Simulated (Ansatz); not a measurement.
CuO2: pressure against volume per atom

Equation of state of a cubic crystal from periodic Kohn-Sham density functional theory without spin; pressure corrected for the finite basis. The results are calculated, by Ansatz 0.2.0 development build.

Cell of the first row (space group Fm-3m, No. 225):
```
CELL_PARAMETERS angstrom
0.00000 2.36750 2.36750
2.36750 0.00000 2.36750
2.36750 2.36750 0.00000
ATOMIC_POSITIONS crystal
Cu 0.00000 0.00000 0.00000
O 0.25000 0.25000 0.25000
O 0.75000 0.75000 0.75000
```

Settings of every row: formula CuO2; structure type fluorite; functional PBE; spin treatment none; k mesh 39x39x39; occupation method fermi-dirac; occupation width 0.061225619 eV; wave cutoff 420 eV; datasets soft-1 PAW; density cutoff ratio 4.

Limits: a cubic model structure, not a phase known at ambient conditions; no spin polarisation, a magnetic state may lie lower.

| row | volume per atom (Å³) | pressure (GPa) | energy above lowest point (meV/atom) |
| --- | --- | --- | --- |
| 1 | 8.846 | 12.418 | 20.64 |
| 2 | 9.035 | 7.794 | 8.82 |
| 3 | 9.223 | 3.678 | 2.12 |
| 4 | 9.411 | ? | ? |
| 5 | 9.599 | -3.255 | 1.94 |
| 6 | 9.787 | -6.16 | 7.51 |
| 7 | 9.976 | -8.744 | 16.29 |

Question: what pressure should row 4 give?

Worked fit of pressure. Take u = (V_r/V)^(2/3) − 1 with V_r = 9.411 Å³ an atom, which is twice the finite (Eulerian) strain; such expansions in the strain, on which the Birch-Murnaghan equation of state is built, carry the rest volume and the bulk modulus. The shown rows have u = 0.04214, 0.02756, 0.01354, -0.0131, -0.02578, -0.03812. Least squares give pressure = 0.0115 + 259.912 × u + 805.23 × u² + 323 × u³ GPa; a parabola predicts inner rows, each left out in turn, worse (root mean square 0.0078 against 0.002 GPa). The rows lie off it by 0.000, 0.001, -0.001, 0.001, -0.001, 0.000. The pressure vanishes at u = -0.0000, or V = 9.412 Å³ an atom, and there the bulk modulus at fixed shape and fractions is B = −V dP/dV = (2/3)(1 + u) dP/du = 173 GPa. The withheld row has u = 0, so the fit gives 0.0115 + 259.912 × (0) + 805.23 × (0)² + 323 × (0)³ = 0.011 GPa.

The calculation gave 0.011 GPa. The fit meets it to the printed digit.

The other values of row 4: energy above lowest point 0 meV/atom.
